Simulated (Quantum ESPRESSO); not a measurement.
# Net moment and magnetic energies of rutile-type MnO2 under tetragonal distortion at fixed volume, PBE without U

A usual rule of thumb says that pushing magnetic atoms together widens their d bands and weakens their magnetism. Problem: test this on rutile-type MnO2, whose cell is shortened or lengthened along z at fixed volume, and find the missing net moment at a factor of 0.96. The question matters for oxide films, where a substrate imposes such a distortion and may alter the spin polarisation of the carriers. The calculations use PBE without a Hubbard U. Magnetic energies are counted per Mn from the run without spin polarisation in the same cell, and the net moment is compared with the 3 μB of a Mn⁴⁺ ion with three unpaired d electrons. The measured helical order does not fit in the cell used.

## Computational details

One system, MnO2 (rutile-type, P4_2/mnm), 6 atom(s) a primitive cell, from measured cells of the Crystallography Open Database (measured order: antiferro helical, q=(0,0,~2/7) (arxiv:2401.02109)). Quantum ESPRESSO 7.5, plane waves with GBRV 1.5 PBE pseudopotentials, cutoff 544 eV, Fermi-Dirac smearing of 0.05 eV, k meshes whose coarsest spacing along a reciprocal vector is 0.25 to 0.30 1/Å over all runs (2π included). Functional: PBE, no Hubbard U; collinear spins, no spin-orbit coupling. Atoms stay at fixed fractions of the cell and the mesh divisions are held. In the given cell the shortest lattice vector along z is 2.873 Å long and the shortest in the xy plane 4.398 Å. At each point the moments on Mn are started parallel, opposed (signs +-) and without spin polarisation. Of the opposed order at the middle point, it reverses 0 of 2 magnetic neighbours at 2.87 Å and 8 of 8 magnetic neighbours at 3.43 Å. Runs that did not converge or carry a known fault are not listed. The same in all rows: metal or insulator in the run from the parallel start, judged by its smearing entropy or density of states at the Fermi energy (a gap under a few smearing widths counts as a metal): metal.

Notes on method and selection:

- Each state is what a run reaches from typed starting moments; only a few collinear orders were started, so the lowest found need not be the ground state. Spin-orbit coupling is left out of these energies, which are free energies at the smearing width. A magnetic atom is one that was given a starting moment.
- Site moments count the spin inside each program's own atomic sphere, so they depend somewhat on its radius and leave out the spin between the spheres.
- Without a U, semilocal functionals describe oxides and halides of Mn to Cu poorly: moments come out small and couplings too strong.
- Quantum ESPRESSO sets the radius of an element's spheres to about 0.41 of its shortest distance to a neighbour, so it changes from cell to cell and the site moment with it.
- A measured moment is set beside the table only where the run ends ferromagnetic and the measured order is ferromagnetic too.
- Runs that did not converge, have known faults or may not be shown are not listed, and runs on Ansatz's PAW sets soft_1 and soft_2 are kept to separate tables.

Columns:

- tetragonal distortion: factor on the z length of the cell at fixed volume.
- moment (μB): largest site spin moment reached from the parallel start.
- moment, opposed (μB): largest site spin moment reached from the opposed start.
- gain, opposed (meV): energy of the run without spin polarisation less that of the run from the opposed start, per magnetic atom.
- magnetic distance (Å): shortest distance between magnetic atoms.
- net moment (μB): net spin moment of that run per magnetic atom.
- magnetic energy gain (meV): energy of the run without spin polarisation less that of the parallel start, per magnetic atom (positive: magnetism is favoured).
- E(opposed) - E(parallel) (meV): energy of the run from the opposed start less that of the parallel start, per magnetic atom (positive: parallel is favoured); blank where a pattern was lost.

Input lines of one member:

```
&SYSTEM
  ecutwfc = 40
  ecutrho = 280
  nbnd = 42
  occupations = 'smearing'
  smearing = 'fd'
  degauss = 0.00367493
  nspin = 2
  starting_magnetization(1) = 0.3
  starting_magnetization(2) = 0
/
&ELECTRONS
  conv_thr = 1.2d-08
  mixing_beta = 0.3
/
K_POINTS automatic
8 8 8 0 0 0
```

Command (options for logging and memory left out): `pw.x -in pw.in`

## Computed values

| member | tetragonal distortion | moment (μB) | moment, opposed (μB) | gain, opposed (meV) | magnetic distance (Å) | net moment (μB) | magnetic energy gain (meV) | E(opposed) - E(parallel) (meV) |
| --- | --- | --- | --- | --- | --- | --- | --- | --- |
| 0.92 | 0.92 | 2.24 | 2.10 | 557.7 | 2.643 | 2.9201 | 469.9 | −87.8 |
| 0.96 | 0.96 | 2.34 | 2.18 | 676.0 | 2.758 | ? | ? | ? |
| 1 | 1.00 | 2.40 | 2.24 | 740.0 | 2.873 | 2.9981 | 632.6 | −107.3 |
| 1.04 | 1.04 | 2.42 | 2.26 | 756.1 | 2.988 | 3.0000 | 651.3 | −104.8 |
| 1.08 | 1.08 | 2.43 | 2.25 | 737.8 | 3.103 | 3.0000 | 652.4 | −85.5 |

Cells marked ? are withheld until the estimate has been made.

## Mechanism

Solution, first part. The rule holds for compression along z, but the response is lopsided. From 1.00 to 0.92 the energy gain of the parallel state falls by 632.6 − 469.9 = 162.7 meV per Mn; from 1.00 to 1.08 it rises by only 652.4 − 632.6 = 19.8 meV.

The net moment suggests why. At 1.04 and 1.08 it is 3.0000 μB per Mn although the runs are metallic, as expected of a half-metal: one spin channel has a gap at the Fermi energy, so the moment is fixed by electron count and further lengthening cannot raise it. At 0.92 it is 3 − 2.9201 = 0.0799 μB short. Compression brings Mn atoms along the chains from 2.873 to 2.643 Å, which should increase the direct overlap of their d orbitals and broaden the bands until minority-spin states begin to fill. The altered Mn–O bonds may contribute too, since the oxygen atoms are not relaxed and the forces on them grow with distortion.

The site moment in the parallel state rises from 2.24 to 2.43 μB along the series. It is a less direct measure than the net moment, because it omits spin outside the Mn sphere and the sphere radius changes with the cell.

The opposed order lies below the parallel one in all four rows where both energies are shown, by 85.5 to 107.3 meV per Mn. It reverses the eight neighbours at 3.43 Å and neither of the two at 2.87 Å, so this difference reflects coupling between chains, not the coupling along the shortened contact. PBE without U probably makes it too strong.

## A prediction

Plain estimates from the members shown:

- 0.96, straight-line interpolation between 0.92 and 1: w = (0.96 − 0.92) / (1.00 − 0.92) = 0.500, so 2.9201 + 0.500 × (2.9981 − 2.9201) = 2.9591 μB

Solution, second part. The straight-line value, 2.9591 μB, is probably too low, because the moment levels off at 3 μB instead of rising steadily. The shortfall from 3 μB is the better quantity to interpolate.

If band overlap grows linearly with compression, and the density of states available near the band edges grows roughly linearly with overlap, the shortfall grows as the square of the overlap. Its square root then follows a straight line:

- at 0.92: √0.0799 = 0.2827
- at 1.00: 3 − 2.9981 = 0.0019, and √0.0019 = 0.0436
- at 0.96: (0.2827 + 0.0436) / 2 = 0.1631

The shortfall at 0.96 is 0.1631² = 0.0266, giving 3 − 0.0266 = 2.9734 μB.

Continued to 1.04, the same line has already reached zero, which agrees with the 3.0000 μB shown there. This checks the levelling-off but hardly tests the exponent.

The error follows from two limiting shapes. A linear shortfall gives 2.9591 μB. A purely exponential one, as in a thermal tail, gives 3 − √(0.0799 × 0.0019) = 2.9877 μB. They lie equally far below and above the estimate, by 2.9734 − 2.9591 = 0.0143 μB. Taking values between them as equally likely gives a standard deviation of 0.0143 / √3 = 0.008 μB.

**Committed estimate, 0.96: net moment = 2.973 ± 0.008 μB.**

## Outcome

| member | tetragonal distortion | moment (μB) | moment, opposed (μB) | gain, opposed (meV) | magnetic distance (Å) | net moment (μB) | magnetic energy gain (meV) | E(opposed) - E(parallel) (meV) |
| --- | --- | --- | --- | --- | --- | --- | --- | --- |
| 0.96 | 0.96 | 2.34 | 2.18 | 676.0 | 2.758 | 2.9784 | 576.5 | −99.5 |

| member | estimate | net moment (μB) | computed | estimate − computed | miss in error bars |
| --- | --- | --- | --- | --- | --- |
| 0.96 | committed | 2.9730 | 2.9784 | −0.0054 | 0.7 |
| 0.96 | interpolation | 2.9591 | 2.9784 | −0.0193 |  |

The estimate of 2.973 μB lies 0.0054 μB below the computed 2.9784 μB, inside its error bar of 0.008 μB. The straight-line interpolation was 0.0193 μB too low.

The argument that the moment levels off towards 3 μB held. The assumed square law was only approximate: it gave a shortfall of 0.0266 μB, against 3 − 2.9784 = 0.0216 μB computed. A purely exponential shortfall fails in the other direction, with √(0.0799 × 0.0019) = 0.0123 μB. From 1.00 to 0.96 the shortfall grows by a factor of 0.0216 / 0.0019 = 11, but from 0.96 to 0.92 only by 0.0799 / 0.0216 = 3.7. This would fit a small smearing tail at 1.00 that gives way to real band overlap under compression.

The result supports a gradual filling of minority-spin states. It does not show whether the shorter Mn–Mn contact or the altered Mn–O bonds bring those states down to the Fermi energy.

I was wrong, however, to offer the net moment in the first part as the reason for the lopsided energy gain. From 1.00 to 0.92 the parallel gain falls by 162.7 / 632.6 = 26 %, the net moment by only (2.9981 − 2.9201) / 2.9981 = 2.6 %. The opposed order has no net moment, yet its gain is just as lopsided: it falls by 740.0 − 557.7 = 182.3 meV per Mn towards 0.92 and by only 740.0 − 737.8 = 2.2 meV towards 1.08. A full moment does not fix the gain either, since the energy cost of polarising the bands can still change with their width and spacing. These runs do not isolate the cause.

The fixed oxygen atoms also affect the gain. At 0.92 the forces on them are larger in the run without spin polarisation than in the parallel run; at 1.08 they are much larger in the parallel run. Relaxation would therefore probably lower the gain at 0.92 and raise it at 1.08, so part of the levelling-off under elongation may come from the fixed positions.

## Departures from the trend

No member breaks the series. The row at 0.92 has the lowest net moment and the smallest parallel gain, but it continues a smooth curve: over the four successive steps the gain rises by 576.5 − 469.9 = 106.6, 632.6 − 576.5 = 56.1, 651.3 − 632.6 = 18.7 and 652.4 − 651.3 = 1.1 meV per Mn.

The row at 1.08 departs in another way. From 1.04 to 1.08 the gain of the opposed order falls by 756.1 − 737.8 = 18.3 meV per Mn, while that of the parallel order hardly changes. The advantage of the opposed order therefore shrinks from 104.8 to 85.5 meV. Distance between chains does not explain this, since elongation at fixed volume brings the chains closer together. Changed Mn–O–Mn angles and bond lengths are a possible cause, and the unrelaxed oxygen positions may exaggerate their effect.

## Conclusions

In the parallel state, shortening the chains lowers both the net moment and the energy gain. Lengthening them brings the net moment to 3 μB, and the gain nearly levels off, but the full moment does not explain that levelling-off. For the parallel state this agrees with the rule of thumb; in the opposed order the gain falls again from 1.04 to 1.08. Why the gain responds so unevenly remains open: the effect of the Mn–Mn contact is not separated from that of the Mn–O bonds, and the fixed oxygen positions bias the gain differently at the two ends of the series.

A net moment of 2.9784 μB means that (3 − 2.9784) / 2 = 0.011 electrons per Mn have moved from majority to minority spin; at 0.92 it is 0.0799 / 2 = 0.040. For a film held in the parallel state, compression along z would thus spoil the full spin polarisation of the carriers, while elongation would keep it. In these runs, however, the opposed order, which has no net moment, lies lower. For the parallel gain, the mean of the two adjacent rows is too low by 25, 19 and 9 meV at 0.96, 1.00 and 1.04, so a new member is better estimated with a curve than with a straight line.

The largest omission is probably a Hubbard U on Mn. It would favour the full 3 μB and probably weaken the preference for opposed order. The size of that shift is not computed here, but it could exceed the 22 meV spread of the energy difference and might even reverse its sign.

[Logs are printed without paths, hosts, clocks, repeated set-up lines and the standing remarks that a program may print on its own settings, such as how far it seeks lower states.]
